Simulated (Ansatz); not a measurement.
# A series in volume scale on Sn

Results calculated with Ansatz 0.2.0, not measured. Plane-wave DFT, scalar-relativistic PAW made under PBE with cores redone for the functional, no dispersion; the given relaxed cell is scaled uniformly, energy at zero smearing counts from the unscaled cell, pressure at the given Fermi-Dirac smearing is positive in compression.

The cell before it is scaled or strained (space group P6_3/mmc, No. 194):
```
Sn
1.0
      3.3264     0.0000     0.0000
     -1.6632     2.8807     0.0000
      0.0000     0.0000    10.9979
Sn
4
Direct
  1.00000 1.00000 0.00000
  1.00000 1.00000 0.50000
  0.33333 0.66667 0.25000
  0.66667 0.33333 0.75000
```

Settings of every row: spin polarised no; functional PBEsol; wave cutoff 420 eV; smearing width 0.1 eV; k mesh 12x12x4.

Atom starting moment: 0 on all atoms.

Limits: the cell comes from a prototype or a list of computed structures and needn't be the stable phase.

| row | volume scale | V (Å³/atom) | energy change per atom (meV) | pressure (GPa) |
| --- | --- | --- | --- | --- |
| 1 | 0.88 | 23.185 | 86.11 | 9.7 |
| 2 | 0.92 | 24.239 | 36.07 | 5.77 |
| 3 | 0.96 | 25.293 | 8.96 | 2.66 |
| 4 | 1.04 | 27.4 | ? | ? |
| 5 | 1.08 | 28.454 | 22.52 | -3.36 |
| 6 | 1.12 | 29.508 | 48.94 | -4.63 |

Question: what energy change per atom and pressure should row 4 give?

Worked fit of energy change per atom. Take u = (V_r/V)^(2/3) − 1 with V_r = 25.293 Å³ an atom, which is twice the finite (Eulerian) strain; such expansions in the strain, on which the Birch-Murnaghan equation of state is built, carry the rest volume and the bulk modulus. The shown rows have u = 0.05973, 0.02878, 0, -0.0755, -0.09765. Least squares give energy change per atom = 8.97 + 642.48 × u + 10805.5 × u² meV; a straight line predicts inner rows, each left out in turn, worse (root mean square 28 against 0.55 meV). The rows lie off it by 0.21, -0.34, -0.01, 0.46, -0.33 (root mean square 0.31 meV). The withheld row has u = -0.05195, so the fit gives 8.97 + 642.48 × (-0.05195) + 10805.5 × (-0.05195)² = 4.76 meV.

The calculation gave 5.47 meV. The fit lies 0.71 meV (13 % of the value, 0.88 % of the column's range) below it; its largest miss of a shown row is 0.46 meV.

Worked fit of pressure. Take u = (V_r/V)^(2/3) − 1 with V_r = 25.293 Å³ an atom, which is twice the finite (Eulerian) strain; such expansions in the strain, on which the Birch-Murnaghan equation of state is built, carry the rest volume and the bulk modulus. The shown rows have u = 0.05973, 0.02878, 0, -0.0755, -0.09765. Least squares give pressure = 2.664 + 101.1 × u + 273.9 × u² GPa; a straight line predicts inner rows, each left out in turn, worse (root mean square 0.72 against 0.055 GPa). The rows lie off it by 0.02, -0.03, 0.00, 0.05, -0.03 (root mean square 0.031 GPa). The withheld row has u = -0.05195, so the fit gives 2.664 + 101.1 × (-0.05195) + 273.9 × (-0.05195)² = -1.85 GPa.

The calculation gave -1.78 GPa. The fit lies 0.07 GPa (3.9 % of the value, 0.49 % of the column's range) below it; its largest miss of a shown row is 0.05 GPa.
